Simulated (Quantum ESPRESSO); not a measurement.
# Moment and magnetic energy of ferromagnetic MnSi against cell volume in PBE

A common rule of thumb says that a stretched metallic magnet carries a larger moment and gains more energy from its magnetism, because its d bands become narrower. The problem is to find how far MnSi follows this rule when its cell is scaled from 0.91 to 1.09 of the given volume. The answer matters because MnSi is a weak itinerant magnet whose order is suppressed by pressure, and because strain in thin films shifts its magnetism too. The calculated quantities are the net spin moment per Mn atom in the parallel order and the energy of that order below the unpolarised run at the same volume. Atomic positions are held at fixed fractions of the cell.

## Set-up

One system, MnSi (FeSi-type, P2_13), 8 atom(s) a primitive cell, from cells typed from measured lattice constants. Quantum ESPRESSO 7.5, plane waves with GBRV 1.5 PBE pseudopotentials, cutoff 544 eV, Fermi-Dirac smearing of 0.05 eV, k meshes whose coarsest spacing along a reciprocal vector is 0.22 to 0.24 1/Å over all runs (2π included). Functional: PBE, no Hubbard U; collinear spins, no spin-orbit coupling. Atoms stay at fixed fractions of the cell and the mesh divisions are held. At each point the moments on Mn are started parallel and without spin polarisation. Runs that did not converge or carry a known fault are not listed. The same in all rows: metal or insulator in the run from the parallel start, judged by its smearing entropy or density of states at the Fermi energy (a gap under a few smearing widths counts as a metal): metal.

Notes on method and selection:

- Each state is what a run reaches from typed starting moments; the parallel order is the only magnetic one started, beside a run without spin polarisation, so the lowest found need not be the ground state. Spin-orbit coupling is left out of these energies, which are free energies at the smearing width. A magnetic atom is one that was given a starting moment.
- Site moments count the spin inside each program's own atomic sphere, so they depend somewhat on its radius and leave out the spin between the spheres.
- Quantum ESPRESSO sets the radius of an element's spheres to about 0.41 of its shortest distance to a neighbour, so it changes from cell to cell and the site moment with it.
- A measured moment is set beside the table only where the run ends ferromagnetic and the measured order is ferromagnetic too.
- Runs that did not converge, have known faults or may not be shown are not listed, and runs on Ansatz's PAW sets soft_1 and soft_2 are kept to separate tables.

Columns:

- volume: cell volume over that of the given cell, shape kept.
- moment (μB): largest site spin moment reached from the parallel start.
- magnetic distance (Å): shortest distance between magnetic atoms.
- net moment (μB): net spin moment of that run per magnetic atom.
- magnetic energy gain (meV): energy of the run without spin polarisation less that of the parallel start, per magnetic atom (positive: magnetism is favoured).
- energy (meV per atom): free energy of the run from the parallel start less that in the given cell, per atom of any kind (the energy–volume or strain-energy curve, whose curvature gives an elastic modulus).

Input lines of one member:

```
&SYSTEM
  ecutwfc = 40
  ecutrho = 280
  nbnd = 57
  occupations = 'smearing'
  smearing = 'fd'
  degauss = 0.00367493
  nspin = 2
  starting_magnetization(1) = 0.2333
  starting_magnetization(2) = 0
/
&ELECTRONS
  conv_thr = 1.6d-08
  mixing_beta = 0.3
/
K_POINTS automatic
6 6 6 0 0 0
```

Command (options for logging and memory left out): `pw.x -in pw.in`

## Table of results

| member | volume | moment (μB) | magnetic distance (Å) | net moment (μB) | magnetic energy gain (meV) | energy (meV per atom) |
| --- | --- | --- | --- | --- | --- | --- |
| 0.91 | 0.91 | 0.83 | 2.709 | ? | ? | ? |
| 0.94 | 0.94 | 0.92 | 2.738 | 0.917 | 40.2 | 3.9 |
| 0.97 | 0.97 | 0.98 | 2.767 | 0.969 | 51.8 | −5.4 |
| 1 | 1.00 | 1.02 | 2.795 | 0.992 | 63.6 | 0.0 |
| 1.03 | 1.03 | 1.05 | 2.823 | 1.011 | 75.2 | 18.0 |
| 1.06 | 1.06 | 1.35 | 2.850 | 1.284 | 87.0 | 46.4 |
| 1.09 | 1.09 | 1.94 | 2.877 | 1.854 | 120.1 | 73.2 |

Cells marked ? are withheld until the estimate has been made.

Least-squares fits to the members shown, with x = volume; R² and errors in the fitted variable (y, or ln y where the fit is in ln y):

| y | members | fit | R² | rms residual | leave-one-out rms | the same for the mean of the others |
| --- | --- | --- | --- | --- | --- | --- |
| net moment (μB) | 6 | y = 68.907 − 139.22 x + 71.230 x² | 0.95 | 0.074 | 0.23 | 0.39 |
| magnetic energy gain (meV) | 6 | y = 1765.3 − 3837.8 x + 2132.9 x² | 0.98 | 3.7 | 11 | 31 |

## Reading the trend

**Solution, direction.** In the rows with both quantities, the net moment and the magnetic energy gain rise at every step of volume, so the rule gives the right sign. It does not give the shape.

**The moment.** From 0.97 to 1.03 the net moment hardly moves: (1.011 − 0.969) / 0.06 = 0.70 μB per unit of relative volume. From 1.03 to 1.09 the slope is (1.854 − 1.011) / 0.06 = 14.1 μB, twenty times as steep. Electron counting suggests why. FeSi, with 12 valence electrons per formula unit, fills its bands up to a narrow gap, and MnSi has one electron fewer. If the missing electron is taken wholly from one spin direction, the moment is $m = 12 - 11 = 1$ μB per Mn. A larger moment requires electrons to be moved across the gap, which pays only once expansion has narrowed the bands enough. The densities of states that would show this are not in the table.

**The energy.** The gain grows by 11.6 to 11.8 meV per Mn at each step up to 1.06, although the moment has already jumped by 0.273 μB in the last of these steps. The extra moment at 1.06 therefore brings little energy of its own, as expected where states of smaller and larger moment lie close in energy. At 1.09 the straight line would give 87.0 + 11.8 = 98.8 meV, and the run gives 120.1 meV, which is more by 120.1 − 98.8 = 21.3 meV.

**Effect on the energy–volume curve.** Half of the atoms are Mn, so this excess is 21.3 / 2 = 10.7 meV per atom. It appears in the total energy, whose last step (26.8 meV per atom) is smaller than the one before (28.4), while the earlier steps grew by 10 to 15 meV each time. The large moment thus softens the expanded crystal.

## An estimate before looking

Plain estimates from the members shown:

- 0.91, fit at x = 0.91: 1.202 μB (an extrapolation)

The quadratic fit gives 1.202 μB at 0.91, more than at 0.94. This is an artefact: the steep rise at large volume bends the parabola so strongly that it turns upward again below x = 139.22 / (2 × 71.230) = 0.977. The site moment of the same run, 0.83 μB, is a much closer guide, since it already contains the response to compression.

What remains is the difference between net and site moment, which comes from the opposite spin on silicon and the spin between the spheres. From 1.09 down to 0.94 it is −0.086, −0.066, −0.039, −0.028, −0.011 and −0.003 μB, so it fades steadily with compression. Repeating the last step gives −0.003 + (−0.003 + 0.011) = 0.005 μB at 0.91, and the net moment becomes 0.83 + 0.005 = 0.835 μB.

The same route can be tried on four shown members, each time using the two next larger volumes. For 0.94 it gives 0.92 − 0.011 + 0.017 = 0.926 μB, against 0.917 in the table. The misses (estimate less table) are 0.009 at 0.94, −0.006 at 0.97, 0.016 at 1.00 and −0.007 μB at 1.03. Their root mean square is 0.010 μB, which is taken as the standard deviation.

**Committed estimate, 0.91: net moment = 0.835 ± 0.010 μB.**

## Result

| member | volume | moment (μB) | magnetic distance (Å) | net moment (μB) | magnetic energy gain (meV) | energy (meV per atom) |
| --- | --- | --- | --- | --- | --- | --- |
| 0.91 | 0.91 | 0.83 | 2.709 | 0.836 | 29.7 | 30.1 |

| member | estimate | net moment (μB) | computed | estimate − computed | miss in error bars |
| --- | --- | --- | --- | --- | --- |
| 0.91 | committed | 0.835 | 0.836 | −0.001 | 0.1 |
| 0.91 | fit | 1.202 | 0.836 | +0.366 |  |

The estimate of 0.835 μB lies 0.001 μB below the computed 0.836 μB, well inside its error bar, while the quadratic fit is 0.366 μB too high. So close a hit is partly chance, because the site moment is printed only to 0.01 μB. The argument that held is that net and site moment are almost equal in the most compressed cells. As the site moment of the same run was known, the success says little about why the moment falls.

The new row says more about that. At 0.91 the net moment is clearly below the 1 μB of the electron count, so the missing electron is no longer taken wholly from one spin direction. This fits bands that broaden under compression until the exchange splitting is too small to keep the spins so far apart.

The energy responds more strongly than the moment. From 0.91 to 1.03 the moment grows by a factor of 1.011 / 0.836 = 1.21, and its square by 1.21 × 1.21 = 1.46, but the magnetic energy gain grows by 75.2 / 29.7 = 2.53. Expansion therefore also raises the gain for a given moment, as expected when narrower bands make it cheaper to move electrons from one spin to the other.

## Where the trend breaks

Least-squares fits to the whole series, with x = volume; R² and errors in the fitted variable (y, or ln y where the fit is in ln y):

| y | members | fit | R² | rms residual | leave-one-out rms | the same for the mean of the others |
| --- | --- | --- | --- | --- | --- | --- |
| net moment (μB) | 7 | y = 43.247 − 89.144 x + 46.852 x² | 0.91 | 0.097 | 0.25 | 0.38 |
| magnetic energy gain (meV) | 7 | y = 1101.9 − 2543.1 x + 1502.6 x² | 0.98 | 3.8 | 9.8 | 33 |

Largest departures from the fit to the whole series:

| member | net moment (μB) | fit | computed − fit | in rms residuals |
| --- | --- | --- | --- | --- |
| 1.03 | 1.011 | 1.134 | −0.123 | 1.3 |
| 1.06 | 1.284 | 1.397 | −0.113 | 1.2 |
| 1.09 | 1.854 | 1.745 | +0.109 | 1.1 |
| 0.97 | 0.969 | 0.860 | +0.109 | 1.1 |

No single volume stands out, since the largest departures from the fit are only 1.1 to 1.3 rms residuals. Their signs show a fault of the fitted form: the computed moment is above the parabola at 0.97, below it at 1.03 and 1.06, and above it again at 1.09. A parabola cannot follow a nearly flat stretch that ends in a steep rise.

## Against measurement

| member | quantity | measured | computed | computed − measured | conditions | source |
| --- | --- | --- | --- | --- | --- | --- |
| 1 | moment (μB) | 0.4 | 1.02 | +0.62 (+155.0 %) | 0 K; static ordered moment per Mn, T to 0 K; total ordered moment, spin and orbital, against a spin moment inside a sphere | [1] |

Sources:

[1] "Understanding the $\mu$SR spectra of MnSi without magnetic polarons" (2014, arXiv:1405.0140)

At the given volume the computed site moment is 1.02 μB and the measured ordered moment 0.4 μB, a difference of +0.62 μB. The net moment, which is closer in kind to a total ordered moment, still leaves 0.992 − 0.4 = 0.59 μB. The choice of sphere thus accounts for only about 0.03 μB.

An error in volume is not the cause either, because the net moment at 0.91 is still twice the measured one. The accepted explanation for weak itinerant magnets such as MnSi is that spin fluctuations, present even at zero temperature, reduce the ordered moment. A static PBE calculation leaves them out and makes the moment too large. The real order is a long-period helix, but neighbouring spins in it are almost parallel, so the parallel order is a fair local model.

With one measured volume, the slope cannot be compared. It is known, however, that moderate pressure destroys the long-range order of MnSi, at a compression far smaller than 9 %. The calculation still finds a magnetic energy gain of 29.7 meV per Mn at 0.91, so it makes the magnetism much too robust.

## What to take away

Within PBE and at fixed fractional positions, moment and magnetic energy gain both rise with volume over all seven rows. Around the given cell, 1 % more volume adds about 0.007 μB to the net moment and (75.2 − 51.8) / 6 = 3.9 meV per Mn to the gain.

How well a further volume can be estimated depends on where it lies. The mean of the two neighbouring rows reproduces the net moment within about 0.015 μB at 0.94, 0.97 and 1.00, but is about 0.13 μB too high at 1.03 and about 0.15 μB too high at 1.06, where the steep rise sets in.

The omitted effect that matters most is that of spin fluctuations. If they account for the difference from experiment, they lower the moment by roughly 0.6 μB, over three times its whole change between 0.91 and 1.03 (1.011 − 0.836 = 0.175 μB). The computed moments therefore describe the static PBE state and should not be read as ordered moments of the real crystal.

[Logs are printed without paths, hosts, clocks, repeated set-up lines and the standing remarks that a program may print on its own settings, such as how far it seeks lower states.]
